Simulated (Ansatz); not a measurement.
Theory: DFT PBE, scalar-relativistic, plane waves, PAW (Ansatz). Settings: cutoff 420 eV, Γ-centred meshes spaced at most about 0.3 Å⁻¹, and about 0.25 Å⁻¹ or finer for metals (2π included), Gaussian smearing. No spin polarisation in the final relaxations.

Temperature and zero-point effects are left out.

Compare these two cells of Ga3Sb, each relaxed at this level.

A.

```xyz
4
Lattice="4.2022 0.0000 0.0000 -2.1011 3.6392 0.0000 0.0000 0.0000 6.0683" Properties=species:S:1:pos:R:3 pbc="T T T"
Ga    0.0000    2.4261    1.3320
Ga    2.1011    1.2131    4.7364
Ga    0.0000    0.0000    0.0000
Sb    0.0000    0.0000    3.0342
```

B.

```xyz
4
Lattice="-2.2567 2.2567 4.3266 2.2567 -2.2567 4.3266 2.2567 2.2567 -4.3266" Properties=species:S:1:pos:R:3 pbc="T T T"
Ga    0.0000    2.2567    2.1633
Ga    2.2567    0.0000    2.1633
Ga    0.0000    0.0000    4.3266
Sb    0.0000    0.0000    0.0000
```

**Question.** Which form is favoured at zero pressure, and by what margin per atom?

**Answer.** A is lower, by 19 meV/atom. A has space group P-3m1 (No. 164), 23.2 Å³/atom and no gap on its mesh; B has the TiAl3 (D0_22) type, space group I4/mmm (No. 139), 22.0 Å³/atom and no gap. Counting Ga atoms around Sb (those within 1.25 times the shortest such distance or 1.15 times the sum of covalent radii, 1.27 where that leaves under three; the shortest distance is added where it exceeds 1.18 times the sum of covalent radii), A has Sb 8 and B has Sb 12 from 3.1 Å. The lower one is the more open, so pressure narrows the difference. Even the lower one lies +0.05 eV/atom against the reference forms of the elements (uncorrected), so neither is stable at this level. Origin: A was invented; B is a Materials Project cell, relaxed.

These runs have no spin–orbit coupling, which can matter for Sb. Cells relaxed within their symmetry can be saddle points.

The small preference for A probably reflects the tendency of p-block elements to form fewer, shorter bonds. Sb has 8 Ga neighbours in A and 12 in B, and the coordinates show that the nearest Ga–Sb and especially Ga–Ga contacts are shorter in A. The close-packed TiAl3 type is typical of transition-metal trialuminides, where partly filled d states hybridise with the p states of aluminium. Ga and Sb have only filled d shells, so that stabilisation is missing, and their similar electronegativities offer little ionic compensation.

The positive energy relative to the elements fits the known Ga–Sb system, in which zinc-blende GaSb is the only established compound and excess gallium separates out. Because GaSb is itself stable against the elements, the driving force for decomposition into GaSb and Ga should exceed that implied by the elemental reference. The denser packing of B favours it over A under compression, but doesn't show that pressure would make Ga3Sb stable against this decomposition.
